**Where CASSCF and SS-CASPT2 fail for the ionisation of +5 ions of O–Ne and S–Ar**

The table holds ionisation energies from charge +5 for O, F, Ne, S, Cl and Ar from OpenMolcas (ANO-L-VTZP, non-relativistic, sp active space), at CASSCF and SS-CASPT2 level with spin-orbit state interaction. The program adds twelve isoelectronic steps and the NIST values from the same runs, and sorts the PT2 correction by the kind of electron removed. The correction is below 0.11 eV for s removal and 0.85 to 1.02 eV for s²p → s², which explains the wrong CASSCF sign of the F → Ne step. The remaining deficit against NIST is fitted on the twelve s steps with a screened hydrogenic relativistic shift plus an offset per period (rms 0.030 eV), a fixed fraction of the ionisation energy per period (0.025 eV) and a constant per period (0.115 eV). The growth with Z is real, but the fits do not isolate relativity, and all three do worse on the six p steps, which were not fitted (rms 0.18 to 0.25 eV).

Ionisation energies of +5 ions between the lowest computed levels, from OpenMolcas 26.06: state-averaged CASSCF and SS-CASPT2 (IPEA shift 0.25 hartree, imaginary shift 0.1 hartree), valence s and p shells active, ANO-L-VTZP basis, non-relativistic with spin-orbit coupling added. The spin-orbit share is the part of the SS-CASPT2 value that this coupling adds.

## Script

```python
# Table: ionisation energy from charge +5 (eV) of O,F,Ne,S,Cl,Ar; OpenMolcas, ANO-L-VTZP, non-relativistic,
# sp active space, CASSCF and SS-CASPT2 with spin-orbit state interaction. Tested: (1) the PT2 correction follows
# the kind of electron removed; (2) the PT2 deficit against NIST versus a screened hydrogenic relativistic shift.
T = {
    'element': ['O', 'F', 'Ne', 'S', 'Cl', 'Ar'],
    'Z': [8, 9, 10, 16, 17, 18],
    'start': ['2S1/2', '1S0', '2Po1/2', '2S1/2', '1S0', '2Po1/2'],
    'end': ['1S0', '2S1/2', '1S0', '1S0', '2S1/2', '1S0'],
    'cas': [137.87, 156.81, 156.53, 87.36, 96.18, 89.68],  # eV
    'pt2': [137.88, 156.84, 157.55, 87.4, 96.28, 90.68],  # eV
    'so': [0.0, 0.0, 0.1, 0.0, 0.0, 0.17],  # eV
}
import numpy as np
from scipy.constants import alpha, physical_constants as pc
Ha = pc['Hartree energy in eV'][0]
Zs = dict(zip(T['element'], T['Z']))
# NIST values as given in the further outputs of the same runs (m measured, se semi-empirical)
ref = {'O': (138.1189, 'se'), 'F': (157.16311, 'm'), 'Ne': (157.934, 'm'),
       'S': (88.0529, 'm'), 'Cl': (96.94, 'se'), 'Ar': (91.29, 'm')}
kind = {'O': 's1', 'F': 's2', 'Ne': 's2p', 'S': 's1', 'Cl': 's2', 'Ar': 's2p'}
R = [(e, 5, kind[e], c, p) + ref[e] for e, c, p in zip(T['element'], T['cas'], T['pt2'])]
# other charges from the further outputs of the same runs: element, charge, valence before, CASSCF, PT2, NIST
R += [('F',6,'s1',184.851446,184.870778,185.1868,'m'), ('Ne',7,'s1',238.63368,238.670431,239.097,'se'),
      ('Cl',6,'s1',113.378074,113.430731,114.2013,'m'), ('Ar',7,'s1',142.458912,142.51422,143.4567,'se'),
      ('O',4,'s2',113.647358,113.674757,113.899,'m'), ('Ne',6,'s2',206.819831,206.86011,207.271,'m'),
      ('S',4,'s2',71.99956,72.08463,72.5945,'m'), ('Ar',6,'s2',123.443815,123.549434,124.41,'se'),
      ('O',3,'s2p',76.09796,76.9486,77.4135,'m'), ('F',4,'s2p',112.864707,113.761841,114.249,'se'),
      ('S',3,'s2p',45.9922,46.8448,47.222,'se'), ('Cl',4,'s2p',66.24924,67.17364,67.68,'se')]
R.sort(key=lambda r: (r[2], Zs[r[0]]))
Z = np.array([Zs[r[0]] for r in R], float); q = np.array([r[1] for r in R], float)
K = np.array([r[2] for r in R]); name = ['%s%d+' % (r[0], r[1]) for r in R]
cas, pt2, nist = (np.array([r[i] for r in R]) for i in (3, 4, 5))
n = np.where(Z > 10, 3.0, 2.0); s = K != 's2p'
ns = (q + 1) / np.sqrt(2 * pt2 / Ha)          # effective quantum number
Zi = np.where(s, Z, Z - 4)                    # usual rough inner charge for a p electron
rel = Ha * alpha**2 * Zi**2 * (q + 1)**2 / (2 * ns**3) * (np.where(s, 1.0, 2 / 3) - 0.75 / n)
corr, d = pt2 - cas, nist - pt2
P2, P3 = (n == 2) * 1.0, (n == 3) * 1.0
M = {'A: c2,c3 + k*rel': np.c_[P2, P3, rel], 'B: f2,f3 * IE': np.c_[P2 * pt2, P3 * pt2], 'C: c2,c3': np.c_[P2, P3]}
par = {m: np.linalg.lstsq(X[s], d[s], rcond=None)[0] for m, X in M.items()}
res = {m: d - M[m] @ par[m] for m in M}
a, b, c = list(M)
print('eV; * = table row (rounding floor 0.01 on differences); def = NIST-PT2; fix = % of CASSCF error repaired')
print('ion kind NIST src PT2-CAS NIST-CAS def def% fix% rel resA resB')
for i, r in enumerate(R):
    print('%s%s %s %.2f %s %.3f %.3f %.3f %.3f %.0f %.2f %+.3f %+.3f' % (name[i], '*' if r[1] == 5 else '', K[i],
          nist[i], r[6], corr[i], nist[i] - cas[i], d[i], 100 * d[i] / nist[i], 100 * corr[i] / (nist[i] - cas[i]),
          rel[i], res[a][i], res[b][i]))
for k in ('s1', 's2', 's2p'):
    print('PT2-CAS for %s: %.3f to %.3f eV, mean %.3f' % (k, corr[K == k].min(), corr[K == k].max(), corr[K == k].mean()))
C, P, S = (dict(zip(T['element'], T[k])) for k in ('cas', 'pt2', 'so'))
for x, y in (('O', 'F'), ('F', 'Ne'), ('S', 'Cl'), ('Cl', 'Ar')):
    dc, dp, dn = C[y] - C[x], P[y] - P[x], ref[y][0] - ref[x][0]
    print('step %s->%s eV: CAS %+.2f PT2 %+.2f NIST %+.2f; error CAS %+.2f PT2 %+.2f; PT2 without SO %+.2f'
          % (x, y, dc, dp, dn, dc - dn, dp - dn, dp - S[y] + S[x]))
print('SO share / PT2 correction: Ne %.2f, Ar %.2f' % (S['Ne'] / (P['Ne'] - C['Ne']), S['Ar'] / (P['Ar'] - C['Ar'])))
for m in M:
    w = np.argmax(np.abs(res[m]) * s)
    print('%s fit to 12 s steps: par %s rms %.3f eV, worst %s %+.3f; rms on 6 p steps (not fitted) %.3f'
          % (m, np.round(par[m], 4), np.sqrt(np.mean(res[m][s]**2)), name[w], res[m][w], np.sqrt(np.mean(res[m][~s]**2))))
print('rel/def on s steps, no fit: %.2f to %.2f' % ((rel / d)[s].min(), (rel / d)[s].max()))
for k in ('s1', 's2', 's2p'):
    for nn in (2, 3):
        g = (K == k) & (n == nn)
        print('%s period %d: def steps with Z %s eV, rel steps %s eV, exponent in Z def %.1f rel %.1f' % (k, nn,
              np.round(np.diff(d[g]), 3), np.round(np.diff(rel[g]), 3),
              np.polyfit(np.log(Z[g]), np.log(d[g]), 1)[0], np.polyfit(np.log(Z[g]), np.log(rel[g]), 1)[0]))
assert (d > 0).all() and (corr > 0).all()
assert corr[s].max() < 0.12 and corr[~s].min() > 0.8
assert C['Ne'] < C['F'] and P['Ne'] > P['F'] and ref['Ne'][0] > ref['F'][0]
assert all((np.diff(d[(K == k) & (n == nn)]) > 0).all() for k in ('s1', 's2') for nn in (2, 3))
```

It prints:

```
eV; * = table row (rounding floor 0.01 on differences); def = NIST-PT2; fix = % of CASSCF error repaired
ion kind NIST src PT2-CAS NIST-CAS def def% fix% rel resA resB
O5+* s1 138.12 se 0.010 0.249 0.239 0.173 4 0.16 +0.011 -0.018
F6+ s1 185.19 m 0.019 0.335 0.316 0.171 6 0.26 -0.004 -0.028
Ne7+ s1 239.10 se 0.037 0.463 0.427 0.178 8 0.42 -0.026 -0.017
S5+* s1 88.05 m 0.040 0.693 0.653 0.741 6 0.38 +0.052 +0.052
Cl6+ s1 114.20 m 0.053 0.823 0.771 0.675 6 0.54 +0.030 -0.010
Ar7+ s1 143.46 se 0.055 0.998 0.942 0.657 6 0.75 +0.024 -0.038
O4+ s2 113.90 m 0.027 0.252 0.224 0.197 11 0.14 +0.010 +0.013
F5+* s2 157.16 m 0.030 0.353 0.323 0.206 8 0.24 +0.023 +0.031
Ne6+ s2 207.27 m 0.040 0.451 0.411 0.198 9 0.38 -0.014 +0.026
S4+ s2 72.59 m 0.085 0.595 0.510 0.702 14 0.34 -0.058 +0.014
Cl5+* s2 96.94 se 0.100 0.760 0.660 0.681 13 0.49 -0.040 -0.002
Ar6+ s2 124.41 se 0.106 0.966 0.861 0.692 11 0.69 -0.008 +0.010
O3+ s2p 77.41 m 0.851 1.316 0.465 0.601 65 0.01 +0.362 +0.322
F4+ s2p 114.25 se 0.897 1.384 0.487 0.426 65 0.03 +0.372 +0.276
Ne5+* s2p 157.93 m 1.020 1.404 0.384 0.243 73 0.05 +0.247 +0.091
S3+ s2p 47.22 se 0.853 1.230 0.377 0.799 69 0.07 +0.043 +0.055
Cl4+ s2p 67.68 se 0.924 1.431 0.506 0.748 65 0.11 +0.135 +0.044
Ar5+* s2p 91.29 m 1.000 1.610 0.610 0.668 62 0.17 +0.189 -0.014
PT2-CAS for s1: 0.010 to 0.055 eV, mean 0.036
PT2-CAS for s2: 0.027 to 0.106 eV, mean 0.065
PT2-CAS for s2p: 0.851 to 1.020 eV, mean 0.924
step O->F eV: CAS +18.94 PT2 +18.96 NIST +19.04; error CAS -0.10 PT2 -0.08; PT2 without SO +18.96
step F->Ne eV: CAS -0.28 PT2 +0.71 NIST +0.77; error CAS -1.05 PT2 -0.06; PT2 without SO +0.61
step S->Cl eV: CAS +8.82 PT2 +8.88 NIST +8.89; error CAS -0.07 PT2 -0.01; PT2 without SO +8.88
step Cl->Ar eV: CAS -6.50 PT2 -5.60 NIST -5.65; error CAS -0.85 PT2 +0.05; PT2 without SO -5.77
SO share / PT2 correction: Ne 0.10, Ar 0.17
A: c2,c3 + k*rel fit to 12 s steps: par [0.0934 0.2744 0.8637] rms 0.030 eV, worst S4+ -0.058; rms on 6 p steps (not fitted) 0.254
B: f2,f3 * IE fit to 12 s steps: par [0.0019 0.0069] rms 0.025 eV, worst S5+ +0.052; rms on 6 p steps (not fitted) 0.179
C: c2,c3 fit to 12 s steps: par [0.3233 0.7327] rms 0.115 eV, worst S4+ -0.223; rms on 6 p steps (not fitted) 0.201
rel/def on s steps, no fit: 0.58 to 0.97
s1 period 2: def steps with Z [0.077 0.111] eV, rel steps [0.107 0.153] eV, exponent in Z def 2.6 rel 4.4
s1 period 3: def steps with Z [0.118 0.172] eV, rel steps [0.163 0.206] eV, exponent in Z def 3.1 rel 5.8
s2 period 2: def steps with Z [0.099 0.088] eV, rel steps [0.099 0.144] eV, exponent in Z def 2.7 rel 4.5
s2 period 3: def steps with Z [0.15  0.201] eV, rel steps [0.153 0.196] eV, exponent in Z def 4.4 rel 6.0
s2p period 2: def steps with Z [ 0.022 -0.103] eV, rel steps [0.014 0.024] eV, exponent in Z def -0.8 rel 6.6
s2p period 3: def steps with Z [0.129 0.104] eV, rel steps [0.043 0.058] eV, exponent in Z def 4.1 rel 7.6
```
